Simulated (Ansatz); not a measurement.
# Ti: energy change per atom and pressure as volume scale varies

All results are calculated (Ansatz 0.2.0). Plane-wave DFT, scalar-relativistic PAW made under PBE with cores redone for the functional, no dispersion; the given relaxed cell is scaled uniformly, energy at zero smearing counts from the unscaled cell, pressure at the given Fermi-Dirac smearing is positive in compression.

The cell before it is scaled or strained (space group P6_3/mmc, No. 194):
```
Ti
1.0
      2.9563     0.0000     0.0000
     -1.4782     2.5603     0.0000
      0.0000     0.0000     9.4592
Ti
4
Direct
  1.00000 0.00000 0.00000
  1.00000 1.00000 0.50000
  0.33333 0.66667 0.25000
  0.66667 0.33333 0.75000
```

Settings of every row: spin polarised no; functional BLYP; wave cutoff 420 eV; smearing width 0.1 eV; k mesh 14x14x4.

Atom starting moment: 0 on all atoms.

Limits: the cell comes from a prototype or a list of computed structures and needn't be the stable phase.

| row | volume scale | V (Å³/atom) | energy change per atom (meV) | pressure (GPa) |
| --- | --- | --- | --- | --- |
| 1 | 0.88 | 15.751 | 98.19 | 16.51 |
| 2 | 0.92 | 16.467 | 40.22 | 9.98 |
| 3 | 0.96 | 17.183 | ? | ? |
| 4 | 1.04 | 18.615 | 9.52 | -3.74 |
| 5 | 1.08 | 19.331 | 34.4 | -6.84 |
| 6 | 1.12 | 20.047 | 71.99 | -9.41 |

Question: what energy change per atom and pressure should row 3 give?

Worked fit of energy change per atom. Take u = (V_r/V)^(2/3) − 1 with V_r = 18.615 Å³ an atom, which is twice the finite (Eulerian) strain; such expansions in the strain, on which the Birch-Murnaghan equation of state is built, carry the rest volume and the bulk modulus. The shown rows have u = 0.11782, 0.08517, 0, -0.02485, -0.04821. Least squares give energy change per atom = 9.77 − 693.618 × u + 12276.76 × u² meV; a straight line predicts inner rows, each left out in turn, worse (root mean square 34 against 0.65 meV). The rows lie off it by -0.28, 0.47, -0.25, -0.19, 0.25 (root mean square 0.3 meV). The withheld row has u = 0.05481, so the fit gives 9.77 − 693.618 × (0.05481) + 12276.76 × (0.05481)² = 8.63 meV.

The calculation gave 8.99 meV. The fit lies 0.36 meV (4 % of the value, 0.4 % of the column's range) below it; its largest miss of a shown row is 0.47 meV.

Worked fit of pressure. Take u = (V_r/V)^(2/3) − 1 with V_r = 18.615 Å³ an atom, which is twice the finite (Eulerian) strain; such expansions in the strain, on which the Birch-Murnaghan equation of state is built, carry the rest volume and the bulk modulus. The shown rows have u = 0.11782, 0.08517, 0, -0.02485, -0.04821. Least squares give pressure = −3.739 + 133.278 × u + 327.25 × u² GPa; a straight line predicts inner rows, each left out in turn, worse (root mean square 0.92 against 0.01 GPa). The rows lie off it by 0.00, -0.01, 0.00, 0.01, -0.01. The pressure vanishes at u = 0.0263, or V = 17.9 Å³ an atom, and there the bulk modulus at fixed shape and fractions is B = −V dP/dV = (2/3)(1 + u) dP/du = 103 GPa. Letting shape and atoms relax would as a rule lower it, by much in layered, chain or molecular crystals. The withheld row has u = 0.05481, so the fit gives −3.739 + 133.278 × (0.05481) + 327.25 × (0.05481)² = 4.55 GPa.

The calculation gave 4.54 GPa. The fit lies 0.01 GPa (0.039 % of the column's range) above it, one unit of the last digit.
